At which wave vector does the smallest gap of tetragonal BaTiO₃ lie? The table lists levels from a PBE calculation at seven points of reciprocal space. Points a, b and c are the components of the wave vector along x, y and z, in units of the reciprocal cell vectors, and Γ is the point where all three are zero. Level under 1 is the highest filled level at a point and level over 1 the lowest empty one. Energies count from the highest filled level of the whole mesh.

Levels of tetragonal BaTiO₃ (P4mm, five-atom cell, atoms not relaxed) from DFTK 0.8.2, with the PBE functional and scalar-relativistic norm-conserving PseudoDojo potentials (v0.4.1, standard). The k mesh is 7×7×7 and the plane-wave cutoff 1142.88 eV, without spin polarisation or spin–orbit coupling. Energies count from the highest filled level on the mesh.

| point a (reciprocal cell vector) | point b (reciprocal cell vector) | point c (reciprocal cell vector) | level under 4 (eV) | level under 3 (eV) | level under 2 (eV) | level under 1 (eV) | level over 1 (eV) | level over 2 (eV) |
| --- | --- | --- | --- | --- | --- | --- | --- | --- |
| 0.0000 | 0.0000 | 0.0000 | -1.044 | -0.200 | -0.185 | -0.185 | 1.921 | 2.133 |
| 0.1429 | 0.0000 | 0.0000 | -1.183 | -0.628 | -0.354 | -0.264 | 2.149 | 2.320 |
| 0.2857 | 0.0000 | 0.0000 | -1.514 | -1.272 | -0.631 | -0.534 | 2.206 | 3.045 |
| 0.1429 | 0.0000 | 0.1429 | -1.055 | -0.883 | -0.466 | -0.389 | 2.317 | 2.502 |
| 0.1429 | 0.1429 | 0.1429 | -1.289 | -0.896 | -0.498 | -0.466 | 2.542 | 2.659 |
| 0.0000 | 0.0000 | 0.2857 | -1.552 | -1.332 | -0.455 | -0.455 | 2.010 | 3.136 |
| 0.0000 | 0.0000 | 0.4286 | -1.790 | -1.769 | -0.583 | -0.583 | 2.062 | 3.622 |

The lowest empty level is at Γ, 1.921 eV above the zero. The highest filled level at Γ, however, lies 0.185 eV below the zero, so the top of the filled bands is at some other wave vector. The smallest gap is therefore indirect: an electron that crosses it must also change its wave vector. Without that change it needs at least 2.106 eV, the vertical gap at Γ.

Why do the two highest filled levels coincide at some points and not at others? They are equal at Γ and at the two points along z, and they differ at the other four. The titanium atom is displaced along z, which leaves a fourfold axis in that direction. A quarter turn about this axis leaves a wave vector along it unchanged but turns x into y, so two levels that the turn carries into each other must be equal. At the other four points the turn changes the wave vector itself, and the equality is no longer required.

Why does one empty level stay almost flat along z while the next one climbs steeply? From Γ to the last point on that line, the lowest empty level rises by 0.141 eV and the second by 1.489 eV. The orbital characters were not computed, but symmetry and the usual chemistry of titanates point to three titanium 3d orbitals, named dxy, dxz and dyz. Each has its lobes in the plane that its name states, and couples sideways mainly to oxygen 2p orbitals along the two axes of that plane. The dxy orbital therefore hardly notices a wave vector along z, whereas dxz and dyz do.

The coupling raises the empty level because the oxygen levels lie below it, and two coupled levels push each other apart. For a centred titanium atom this push vanishes at Γ. There the oxygen orbitals on opposite sides have the same sign, while the lobes of the d orbital have opposite signs, and the two contributions cancel. Away from Γ the wave changes phase from one oxygen to the next, the cancellation fails, and the level climbs.

How high should it climb? Two coupled levels obey (E − E₀)(E − Eₚ) = G + W·S. Here E is the energy sought, E₀ = 1.921 eV the dxy level at Γ, and Eₚ an effective oxygen level. S is the sum of sin²(πk) over the two axes in the orbital's name, with k the component of the wave vector along each axis; it measures how far the cancellation has failed. W sets the strength of the coupling, and G is what remains of it at Γ: nothing for dxy, but a positive amount for dxz and dyz. The steep level at the two points along x, taken as dxy, fixes Eₚ = −2.453 eV and W = 10.11 eV². These two constants can trade against each other, so neither should be read as a property of the crystal.

Take the second empty level at the point 0.2857 along z, which was not used to fix any constant. The upper level at Γ, 2.133 eV, gives G = (2.133 − 1.921)(2.133 + 2.453) = 0.972 eV². With S = sin²(π × 0.2857) = 0.611, the right-hand side becomes 0.972 + 10.11 × 0.611 = 7.15 eV². Solving the quadratic equation gives E = 3.19 eV, against 3.136 eV in the table. The miss is about 5% of the climb from Γ.

The other steep level along z and both levels at the point with equal x and z components and none along y come out within 0.04 eV. At the point with three equal components the model is too high by 0.12 and 0.17 eV. Only there do the listed levels couple along both of their axes at once, so simply adding the two terms of S may be too crude. Mixing among the three d orbitals, which the model leaves out, may also play a part. The table can't decide between the two. The model also keeps the flat levels exactly flat, which they are not. The printed output below compares it with a simpler rule, a climb proportional to S, fitted to the four steep levels on the x and z lines.

Why is the lowest empty level higher along x than along z? At a distance of 0.2857 from Γ the difference is 0.196 eV. Along z the flat orbital is dxy, which starts from the lower level at Γ. Along x the flat orbital is dyz, which starts from the upper one, while dxy now climbs. The lowest empty level thus changes its orbital on the way out along x, although it stays in the same column of the table. A column ranks levels by energy and does not follow one band.

What would happen to the two empty levels at Γ if the titanium atom sat at the centre of a cubic cell? Symmetry would make all three d levels equal there, and the computed splitting of 0.212 eV would vanish. In the present cell titanium has one oxygen neighbour along z at 1.89 Å and the opposite one at 2.13 Å. The short bond couples more strongly than the long one, so their contributions no longer cancel for dxz and dyz, and both are pushed up. The dxy orbital has no such unequal pair and stays low. If the coupling falls with the fourth power of the bond length, which is a rough rule, the splitting comes out at 0.12 eV, a little over half of the computed one. The estimate leaves out a second push: the displaced titanium atom no longer lies in the plane of its four side neighbours, so dxz and dyz can couple to these at Γ as well. The size of that push was not computed. The atomic positions were not relaxed, so the splitting belongs to this displacement.

Which digits can be trusted? The equality of the filled pairs along z is exact within this calculation, because symmetry demands it. The 0.015 eV between the third filled level at Γ and the pair above it deserves no explanation, since the omitted spin–orbit coupling could change it. The gap is uncertain on a far larger scale: PBE usually makes the gaps of such oxides too small, often by an electronvolt or more. The makers of the data also warn that this release of the barium potential is off. That warning rests on their tests on other systems, not on this calculation, which gave no warning of its own, and the effect on these levels is untested. The atoms are also held still, so any shift of the levels by their vibrations is left out.

Would a different mesh change the gap? The mesh has seven divisions along each axis, an odd number, so it stops at 0.4286 and steps over the zone boundary at 0.5. Titanates of this structure usually have their highest filled level on that boundary. Extra points in the same potential can lower the gap or leave it as it is, but they can't raise it. Before 1.92 eV is quoted as the PBE gap of this cell, the filled levels should be computed at the boundary points.

Output of the analysis:

```
fit of climb on 4 rows (onx | onz): coefficient of sup 1.655 +/- 0.074; rms 0.0828, worst 0.2857 -0.112, leave-one-out rms 0.124
  rows outside the fit (model, value, miss): 0.0 0, 0, 0; 0.1429 0.3117, 0.369, -0.0573; 0.1429 0.6235, 0.526, 0.0975
Vertical gap and two-level model (eV):
     row  vertical gap  model dxy  model dyz  lower miss  upper miss
     0.0         2.106      1.921      2.133   -2.22e-16           0
  0.1429         2.413       2.32      2.133      -0.016  -4.441e-16
  0.2857          2.74      3.045      2.133      -0.073  -4.441e-16
  0.1429         2.706       2.32      2.502       0.003  -0.0003962
  0.1429         3.008      2.665      2.827      0.1232      0.1676
     0.0         2.465      1.921      3.189      -0.089      0.0527
     0.0         2.645      1.921      3.654      -0.141     0.03189
Long Ti-O bond along z (angstrom): 2.126
Rough bond-length estimate of the splitting of empty levels at Gamma (eV): 0.1245
Computed splitting of the two listed empty levels at Gamma (eV): 0.212
Model constant Ep (eV from valence top): -2.453
Model constant W (eV squared): 10.11
Depth of highest filled level at Gamma below the valence top (eV): 0.185
Rise of lowest empty level from Gamma to the last z point (eV): 0.141
Rise of second empty level from Gamma to the last z point (eV): 1.489
Rise of flat level along x from the upper Gamma level to 0.2857 (eV): 0.073
Rise of steep level along x from the lower Gamma level to 0.2857 (eV): 1.124
Lowest empty level at 0.2857, x line less z line (eV): 0.196
Small splitting of the top three filled levels at Gamma (eV): 0.015
Distance of the last z point from the zone boundary (reciprocal cell vector): 0.0714
```
